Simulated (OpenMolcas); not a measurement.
# AlH3 (SMILES [H][Al]([H])[H]): the energy, rung by rung

AlH3: 4 atoms, total charge 0, spin state singlet. SMILES: `[H][Al]([H])[H]`. The shape comes from GFN2-xTB, which is rough for such elements, and wasn't checked as a minimum.

```xyz
4

Al    0.0000    0.0000    0.0000
H     1.5527   -0.0305    0.0146
H    -0.7498    1.3598   -0.0191
H    -0.8028   -1.3293    0.0045
```

Quantity: the energy change with the Al1–H4 bond stretched from 1.553 to 3.882 Å, in eV. The values are calculated.

```json
{"level": "HF/3-21G (restricted)", "kind": "Hartree–Fock", "program": "OpenMolcas", "value (eV)": "5.52", "less FCI/3-21G": "+2.43", "CPU time (all runs)": "3.2 s"}
{"level": "SVWN5/3-21G (restricted)", "kind": "LDA", "program": "OpenMolcas", "value (eV)": "4.12", "less FCI/3-21G": "+1.03", "CPU time (all runs)": "6.8 s"}
{"level": "PBE/3-21G (restricted)", "kind": "GGA", "program": "OpenMolcas", "value (eV)": "4.07", "less FCI/3-21G": "+0.98", "CPU time (all runs)": "7.8 s"}
{"level": "r2SCAN/3-21G (restricted)", "kind": "meta-GGA", "program": "OpenMolcas", "value (eV)": "4.37", "less FCI/3-21G": "+1.28", "CPU time (all runs)": "9.7 s"}
{"level": "MP2/3-21G (restricted)", "kind": "perturbation theory", "program": "OpenMolcas", "value (eV)": "4.47", "less FCI/3-21G": "+1.38", "CPU time (all runs)": "3.4 s"}
{"level": "CASPT2(2,2)/3-21G", "kind": "multireference", "program": "OpenMolcas", "value (eV)": "3.11", "less FCI/3-21G": "+0.02", "CPU time (all runs)": "3.4 s"}
{"level": "ACPF/3-21G (restricted)", "kind": "coupled cluster or CI", "program": "OpenMolcas", "value (eV)": "2.08", "less FCI/3-21G": "-1.01", "CPU time (all runs)": "3.6 s"}
{"level": "CCSD(T)/3-21G (restricted)", "kind": "coupled cluster or CI", "program": "OpenMolcas", "value (eV)": "3.07", "less FCI/3-21G": "-0.02", "CPU time (all runs)": "4.4 s"}
{"level": "CISD/3-21G (restricted)", "kind": "coupled cluster or CI", "program": "OpenMolcas", "value (eV)": "3.52", "less FCI/3-21G": "+0.43", "CPU time (all runs)": "3.5 s"}
{"level": "FCI/3-21G", "kind": "exact in the basis", "program": "OpenMolcas", "value (eV)": "3.09", "less FCI/3-21G": "0.00", "CPU time (all runs)": "8.1 s"}
```

FCI/3-21G is exact within its basis and frozen core, so for wave-function methods in that basis the difference is their error; functionals converge differently with the basis, so for them it is only a difference. Spin-restricted single references rise too steeply as a bond breaks, Hartree–Fock most of all. Perturbation and coupled-cluster corrections on them can overshoot downwards. The first shape isn't each level's own minimum. The values span 2.08 to 5.52 eV. All rows use very small basis sets, so even the best lies far from the true value. Times are those of the runs behind each value, whatever else they computed, on shared processors of several kinds: orders of magnitude only.

Stretching one Al–H bond brings its σ and σ* orbitals close in energy, so the singlet needs both the σ² and σ*² configurations to place one electron on each fragment. A single closed-shell determinant instead keeps too much ionic character, which explains the Hartree–Fock excess of 2.43 eV. CASPT2(2,2) has both configurations in its reference and lands within 0.02 eV of FCI, so the difficulty lies mainly in this one electron pair.

CCSD(T) comes equally close, since its exponential form treats a single breaking pair well and includes products of pair excitations. CISD omits these products and stays 0.43 eV too high. ACPF mimics them through a modified normalisation, which probably fails as the reference loses weight, leaving it 1.01 eV too low. Among the functionals, r2SCAN lies further from FCI than LDA or PBE, so a more elaborate semilocal form doesn't cure the missing static correlation. Agreement at this one stretched geometry doesn't establish that CCSD(T) stays reliable out to full separation.
